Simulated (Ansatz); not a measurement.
# A series in volume scale on YSi2

Results calculated with Ansatz 0.2.0, not measured. Free energy against uniform scaling of the volume at fixed shape and fractions; periodic cell, basis, potentials, k mesh and filling as listed.

The cell before it is scaled or strained (space group P6/mmm, No. 191):
```
cell vectors (Å)
   3.8500     0.0000     0.0000
  -1.9250     3.3342     0.0000
   0.0000     0.0000     4.1400
atoms (fractions of the cell vectors)
Y   0.00000  0.00000  0.00000
Si  0.33333  0.66667  0.50000
Si  0.66667  0.33333  0.50000
```

Settings of every row: functional PBEsol; dispersion none; potentials all-electron LAPW; k mesh 9x9x7; k shift 0x0x0; occupations fermi dirac; smearing width 0.1 eV; spin none.

Limits: coarse k mesh, up to 40 meV an atom off; minimum outside the range.

```csv
row,volume scale,V (Å³/atom),energy above lowest point (meV/atom)
1,0.94,16.652,105.6
2,0.97,17.183,?
3,1,17.715,26.5
4,1.03,18.246,7.7
5,1.06,18.777,0
```

Question: what energy above lowest point should row 2 give?

Worked fit of energy above lowest point. Take u = (V_r/V)^(2/3) − 1 with V_r = 17.98 Å³ an atom, which is twice the finite (Eulerian) strain; such expansions in the strain, on which the Birch-Murnaghan equation of state is built, carry the rest volume and the bulk modulus. The shown rows have u = 0.05248, 0.00995, -0.00974, -0.0285. Least squares give energy above lowest point = 15.59 + 957.5 × u + 14434 × u² meV/atom; a straight line predicts inner rows, each left out in turn, worse (root mean square 14 against 0.13 meV/atom). The rows lie off it by 0.0, 0.0, 0.1, 0.0. The withheld row has u = 0.03069, so the fit gives 15.59 + 957.5 × (0.03069) + 14434 × (0.03069)² = 58.6 meV/atom.

The calculation gave 58.4 meV/atom. The fit lies 0.2 meV/atom (0.19 % of the column's range) above it; its largest miss of a shown row is 0.1 meV/atom.
